If you need an equilibrium volume and a bulk modulus from a handful of computed energies, you must decide which curve to draw through them and what to read into their lopsided shape. For the hexagonal diamond below, treated with a gradient-corrected functional, the most compressed cell costs 38.53 meV/atom and the most expanded one 19.50. It is tempting to conclude that these carbon bonds are twice as hard to squeeze as to stretch. That conclusion is wrong, and acting on it would badly overstate how unlike a spring the bonds are.

Hexagonal diamond (carbon, P6_3/mmc, 4 atoms per cell), computed with FLEUR MaX-R8.1 (later development tree) using all-electron FLAPW and PBE without spin polarisation, a 12×12×7 k mesh, kmax 5.34 bohr⁻¹ and Fermi–Dirac smearing of 0.05 eV. The cell is scaled at fixed shape and fractional positions, and energies are counted from the minimum of the fitted equation of state.

```tsv
volume (Å³/atom)	energy (meV/atom)
5.332	38.53
5.445	18.44
5.559	5.96
5.672	0.40
5.786	1.20
5.899	7.74
6.012	19.50
```

**What happens**

Every row is the same sp³ network, in which each carbon atom has four neighbours. Only the scale changes, with bond lengths running from 1.51 to 1.57 Å. The energies are counted from the minimum of an equation of state fitted to all seven rows. That minimum lies at 5.714 Å³/atom, between two rows, while the middle row of the table is at 5.672. The grid is therefore off-centre, and its compressed end lies further from the minimum than its expanded end.

An energy near a minimum grows roughly as the square of the distance from it, so a small offset is magnified. The same fit gives a bulk modulus $B$ of 433.9 GPa, which is 2.708 eV/Å³. For a perfectly symmetric parabola in the volume $V$, with its minimum at $V_0$, the energy is

$$E=\frac{B\,(V-V_0)^2}{2V_0}.$$

The compressed end is 0.382 Å³/atom from the minimum, which gives

$$E=\frac{2.708\times 0.382^2}{2\times 5.714}\ \text{eV}\approx 34.6\ \text{meV/atom}.$$

The expanded end, 0.299 Å³/atom away, comes out at 21.1 meV/atom by the same route. A curve with no preference for stretching over squeezing thus already makes one end 1.64 times as costly as the other. It accounts for about 71 % of the computed difference between the two ends. Both end rows took part in the fit that supplied $V_0$ and $B$, so this estimate divides up a known curve and does not predict a new one.

**What is left for the bonds**

The parabola does not explain everything, and two rows of the table show it directly. The row at 5.445 Å³/atom is closer to the minimum than the row at 6.012, yet the two cost nearly the same, 18.44 and 19.50 meV/atom. A symmetric curve would put them about 4 meV/atom apart. Compression really is dearer than expansion, though by far less than a factor of two. At equal distances of 6 % on either side of the minimum, the fitted equation of state gives a ratio of about 1.2.

The cleanest way to see this skew is to look at the curvature, which depends neither on where the minimum lies nor on where the energy is counted from. For equally spaced volumes, take three neighbouring energies, add the outer two and subtract twice the middle one. The three most compressed rows give $38.53-2\times18.44+5.96=7.61$ meV/atom, and the three most expanded give 5.22. The curvature falls at every step between these, by 31 % in total. A parabola in volume would have kept it constant.

**Why the curvature falls: geometry first**

Part of this fall needs no change in the bonds at all. Bonds respond to length, while the table is laid out in volume, and length goes as the cube root of volume. Removing a given amount of volume shortens the bonds more when the crystal is already dense than when it is expanded. An ideal spring, with the same stiffness at every length, therefore looks stiffer on the compressed side once its energy is plotted against volume.

The size of this effect follows from a short calculation. Let the energy be a parabola in some coordinate $x=V^n$. Let $B'$ be the rate at which the bulk modulus rises with pressure, taken at the minimum. With $B=V\,E''$ and the pressure equal to $-E'$, where the primes on $E$ mean derivatives with respect to volume,

$$1+B'=-\frac{V\,E'''}{E''}=3(1-n).$$

The left-hand side is the relative rate at which the curvature falls as the volume grows. It is zero for a parabola in volume ($n=1$) and 2 for a spring in bond length ($n=1/3$).

The equation of state fitted to the seven energies has $B'=3.71$, so the crystal's value of $1+B'$ is 4.71. Geometry supplies 2 of this, a little under half. The curvatures agree: an ideal bond-length spring with the fitted minimum and modulus would lose 15 % of its curvature across the table, against the 31 % computed. The spring picture has the right direction and roughly half the required strength.

**Then the bonds themselves**

The other half means that the spring stiffens as it shortens. The energies show that this happens, and the reason is a matter of standard bonding theory. Two tendencies balance at the equilibrium length. Sharing electrons between neighbours lowers the energy and pulls the atoms together. Squeezing the electrons into less space raises their kinetic energy, and the Pauli principle keeps electrons of the same spin from crowding into the same region, so the atoms are also pushed apart.

The push varies more steeply with distance than the pull, and that difference makes the balance stable. The skew comes from how steeply both of them change. A simple picture writes the energy at bond length $r$ as $A\,e^{-pr}-C\,e^{-qr}$, with positive $A$ and $C$ and with $p$ larger than $q$. At the minimum the two forces cancel, but their slopes do not, because the steeper term has the larger slope. The repulsion therefore adds more to the stiffness than the attraction takes away. When the bond shortens, the repulsion grows fastest and the stiffness grows with it; when the bond lengthens, the repulsion fades first and the spring goes soft.

In this picture the stiffness changes at a relative rate of $p+q$ per unit length. Translated to volume, this gives $B'=1+(p+q)\,r_0/3$, where $r_0$, about 1.55 Å, is the bond length at the minimum. Solving for the sum gives $p+q=3\times2.71/1.55$, or about 5 per Å. Lengthening the bonds by 0.01 Å thus softens the spring by roughly 5 %. The value of $B'$ fixes only this sum, so it cannot tell how steep the push and the pull are separately.

This spring belongs to the uniform scaling of the whole crystal, not to one isolated bond. All distances change in step and the bond angles stay as they are, so interactions between second neighbours are folded into it. Bending of the bond angles plays no part. That is why the curve can be read in terms of bond length at all.

**How to guess a neighbouring case**

The two causes of unequal ends respond in opposite ways to the width of the grid. Let the grid reach a fraction $h$ of the volume to either side of its centre, and let the true minimum lie a fraction $\delta$ above that centre. For small offsets and moderate widths,

$$\frac{E_{\text{compressed}}}{E_{\text{expanded}}}\approx 1+\frac{4\delta}{h}+\frac{2}{3}(1+B')\,h.$$

The middle term comes from the offset and the last from the true skew. Here $\delta$ is about 0.7 % and $h$ about 6 %, which makes the terms roughly 0.5 and 0.2. Together they give a ratio of about 1.7, short of the computed 1.98, because the offset here is large enough for the dropped higher-order terms to count. The formula is a guide to direction and rough size only.

The stiffness itself has dropped out, so a soft crystal and a hard one with the same $B'$ show the same imbalance when $h$ and $\delta$ are also the same. Narrowing the grid makes the offset matter more and the skew matter less. If the minimum lay below the centre, the offset would work against the skew and could hide it. An apparently symmetric set of energies is therefore no evidence of ideal springs.

**What to do about it**

Judge the skew from the curvature, or from energies at equal distances from the fitted minimum, and not from the two ends of an off-centre grid. If the first fit shows that the minimum is well off the central volume, shift the grid and recompute. The lowest row is not a substitute for the minimum: here it lies 0.04 Å³/atom below it.

For the curve itself, use a form that has the skew built in. Three parabolas, each with three free constants and each fitted by least squares to all seven energies, make the point. In volume the typical miss is 0.55 meV/atom, in bond length 0.32, and in the inverse square of the length only 0.04. The last is the second-order Birch–Murnaghan form. It has $n=-2/3$ and hence $B'=4$, close to the crystal's 3.71. It succeeds because its coordinate steepens on compression at nearly the right rate, not because bond energies follow an inverse-square law.

How much the choice matters depends on the quantity you want. The parabola in volume puts the minimum only 0.011 Å³/atom too high, or 0.2 % of the volume, which many uses can tolerate. For behaviour under pressure it fails outright, because its $B'$ is $-1$ and the crystal would soften when squeezed. At 10 GPa the fitted $B'$ raises the modulus by about 37 GPa, whereas an ideal bond-length spring would raise it by only about 10.

Before setting the volume or modulus beside a measurement, remember what was held still. The ratio of the cell edges and the fractional positions of the atoms were fixed, and letting them relax could lower the energies and move the minimum somewhat. The atoms were also at rest, whereas zero-point motion slightly expands diamond-like carbon and softens it. Both corrections should be considered before a small disagreement is blamed on the functional.
